Ansatz 0.2.0, DFT calculations with the r2SCAN functional for wurtzite GaN under hydrostatic strain, with PAW potentials, a plane-wave cutoff of 500 eV and a 9×9×4 k mesh. The atomic positions were relaxed with r2SCAN in each cell, and the dielectric constants are the linear response to a homogeneous electric field with the nuclei held fixed; z lies along the hexagonal axis.

```tsv
volume (Å³/atom)	c/a	shortest distance (Å)	electronic dielectric xx	electronic dielectric zz
10.061	1.6285	1.868	4.948	5.095
10.379	1.6284	1.888	5.036	5.186
10.703	1.6285	1.907	5.135	5.288
11.034	1.6285	1.926	5.245	5.402
11.371	1.6284	1.946	5.370	5.529
11.716	1.6285	1.965	5.511	5.675
12.068	1.6285	1.984	5.670	5.839
12.426	1.6285	2.004	5.851	6.040
12.791	1.6285	2.023	6.059	6.260
```

Read downwards, the table follows one wurtzite GaN crystal as its volume grows at practically constant shape. The row at 11.371 Å³/atom is the unstrained crystal; the rows above it are compressed and those below it are stretched. The electronic dielectric constant tells how strongly the electrons screen an electric field while the nuclei stay still. For light well below the gap, yet too fast for the lattice to follow, it is the square of the refractive index. Both directions, xx across the hexagonal axis and zz along it, rise at every step.

**The compressed rows, 10.061 to 11.034 Å³/atom**

A common picture of a solid treats it as a collection of small units, each of which forms a dipole of a fixed size in a given field. Compression packs more of these units into each cubic ångström, so the crystal should screen better. The calculation says the opposite: the most compressed cell screens least.

The size of the disagreement follows from the Clausius–Mossotti relation, which also counts the field that the dipoles exert on one another:

$$\frac{\varepsilon-1}{\varepsilon+2}=\frac{4\pi}{3}\,\frac{\alpha}{V}$$

Here $\varepsilon$ is the dielectric constant, $V$ the volume per atom and $\alpha$ the polarisability per atom. The unstrained row, with $\varepsilon_{xx}=5.370$, gives $4.370/7.370=0.593$ for the left side. If $\alpha$ stays fixed, the smallest cell has $0.593\times 11.371/10.061=0.670$, and solving for the dielectric constant gives

$$\varepsilon_{xx}=\frac{1+2\times0.670}{1-0.670}\approx 7.1$$

The calculated value is 4.95. The unstrained row supplied the polarisability and therefore agrees by construction, whereas the compressed row is a real test, and the picture fails it. The mutual field of the dipoles is not to blame. Without it, $\varepsilon-1$ would simply follow the number of units per volume, and compression would still raise it.

What fails is the word "fixed". A field polarises a crystal by mixing some empty-state character into the filled states, and this mixing is easier when the two lie close in energy. In GaN the filled valence states are mainly bonding and centred on nitrogen, while the lowest empty ones are antibonding with much gallium character. Shorter bonds increase the overlap of the orbitals and push the two groups apart. They also confine the electrons around nitrogen more tightly, so each unit becomes stiffer as it is squeezed.

The gap from the same calculations supports the first part of this argument: it is 3.20 eV in the smallest cell and 2.35 eV in the unstrained one. That the higher transitions shift in the same direction is argued from bonding theory, since the gap shows only the lowest of them.

**The unstrained row, 11.371 Å³/atom**

Here a second failure comes into view, this time of the density functional. The gap of 2.35 eV is about a third below the measured one, which is roughly 3.5 eV (a recalled value). Even the most compressed cell does not reach it. Lattice vibrations can't excuse the difference: they narrow the measured gap, so a crystal with its nuclei at rest should have a still larger one.

The reason lies in how r2SCAN treats an added electron. A functional built from the local density, its gradient and the local kinetic energy usually places the empty bands too close to the filled ones, because it captures only part of the energy that it costs to separate an electron from the hole it leaves. Transition energies that are too small make the electrons too compliant, so the dielectric constants are probably somewhat too high. Averaged over directions, the unstrained value is 5.42, against a measured value of roughly 5.3. That recalled figure is too uncertain to fix the excess, and the coarse sampling of the Brillouin zone discussed below is expected to raise the value by a comparable amount, so the excess can't be laid on the functional alone.

The two failures are recognised in different ways. The fixed polarisability contradicts the direction of the trend and is exposed by the table alone. The error of the functional leaves the trend smooth and plausible, and only a comparison with something outside the table, a measurement or a more accurate method, reveals it. A regular column is therefore no evidence that its absolute values are right.

**The stretched rows, 11.716 to 12.791 Å³/atom**

Under tension the fixed units would be diluted, and the estimate for the largest cell falls to 4.34. The calculation gives 6.06. The printed output after the text lists the same comparison for every row.

The relation can also be turned round to ask how polarisable the atoms would have to be. Over the whole table the volume grows by a factor of 1.27, while the required polarisability grows by 1.40. Softening thus outruns dilution, and this is why the dielectric constant rises. The factor 1.40 depends on how the mutual field is treated. The product $V(\varepsilon-1)$, which leaves that field out, grows by 1.63, so the conclusion is the same.

It is tempting to repair the picture by letting the gap alone decide how soft the electrons are. With dipole strengths unchanged, the response of a cell would then grow as the inverse of the gap, by a factor of 2.09 from the smallest cell to the largest. That is well above the 1.63 just found. It is also the mildest version: if the total oscillator strength is held fixed instead, as the sum rule requires, the response goes as the inverse square of the gap, a factor of 4.35. Either way this repair has the right direction but exaggerates the effect.

Band theory suggests why. The lowest empty state of GaN is an s-like antibonding state at the centre of the Brillouin zone, and its energy is unusually sensitive to the bond length. Few states lie near this minimum, however, and they should carry only a minor part of the total response. Most of it is expected to come from transitions several electronvolts higher, whose energies shrink by a smaller fraction. A minor part of the total can still be a large part of the change. The weight of the transitions near the minimum grows steeply as the gap closes, and they are expected to supply a large share of the rise down the table. The gap shows the direction in which the crystal softens, but scaling the whole response with it overstates the amount.

The rise also becomes steeper down the table: the slope of xx with volume doubles, from 0.28 to 0.57 per Å³/atom. This fits the same mechanism, because a further drop in a transition energy counts for more when that energy is already smaller. Much of the steepening, possibly most, may be numerical, though. The calculation samples the Brillouin zone at a limited set of points, and the centre, where the gap lies, is one of them. The weight of this single point is expected to grow roughly as the inverse cube of the gap, faster than that of the region it stands for. It should therefore inflate the values in the stretched rows as well as their slope, and with them the factors 1.40 and 1.63; a denser mesh would show by how much. The compressed rows, with their wider gaps, are much less exposed to this error, and they already show the rise. The sudden widening between xx and zz from 12.068 to 12.426 Å³/atom amounts to 0.02. That is about the stated numerical uncertainty of the values, but several times the earlier steps, and it persists in the last row. The Born charge along z from the same runs also changes its step in the stretched cells, while the one across the axis does not, so a small shift of the relaxed positions along the axis may be behind it. These rows can't establish it as a property of the crystal.

For a related bonded semiconductor, the question to ask is whether stretching softens the electrons faster than it dilutes them. Where bonding and antibonding states set the main transition energies, as here, softening has a good chance of winning. A thin film strained only in its plane changes shape as well as volume, and these rows, with their constant c/a, describe only the effect of volume.

Printed output of the fit:

```
Fixed polarisability against the calculation:
     row  calculated_xx  fixed_polarisability_xx  fixed_minus_calculated  needed_polarisability_ratio  gap_eV  zz_minus_xx  stated_error
  10.061          4.948                    7.095                   2.147                       0.8479   3.202        0.147         0.016
  10.379          5.036                    6.562                   1.526                        0.883   2.987         0.15         0.017
  10.703          5.135                    6.107                   0.972                         0.92   2.773        0.153         0.019
  11.034          5.245                    5.713                  0.4682                       0.9589   2.561        0.157         0.021
  11.371           5.37                     5.37                       0                            1   2.351        0.159         0.025
  11.716          5.511                    5.067                 -0.4441                        1.044   2.142        0.164         0.017
  12.068           5.67                    4.798                 -0.8719                         1.09   1.937        0.169         0.017
  12.426          5.851                    4.559                  -1.292                        1.139   1.734        0.189         0.026
  12.791          6.059                    4.344                  -1.715                        1.191   1.535        0.201         0.024
Volume, largest over smallest cell (ratio): 1.271
Shortest Ga-N distance, rise from smallest to largest cell (%): 8.298
Calculated xx, change from smallest to largest cell: 1.111
Calculated zz, change from smallest to largest cell: 1.165
Fixed-polarisability xx, change from smallest to largest cell: -2.751
Slope of xx with volume, first step (per Å³/atom): 0.2767
Slope of xx with volume, last step (per Å³/atom): 0.5699
Needed Clausius-Mossotti polarisability, largest over smallest cell (ratio): 1.405
Volume times (xx - 1), largest over smallest cell (ratio): 1.629
Gap, smallest over largest cell (ratio): 2.087
Gap, fall from smallest to largest cell (%): 52.08
Gap of unstrained cell below rough measured value (eV): 1.149
Gap of unstrained cell below rough measured value (%): 32.84
Gap of most compressed cell below rough measured value (eV): 0.2976
Direction-averaged dielectric constant of unstrained cell: 5.423
Its excess over rough measured value (%): 2.321
Largest step of zz minus xx between neighbouring rows: 0.02
```
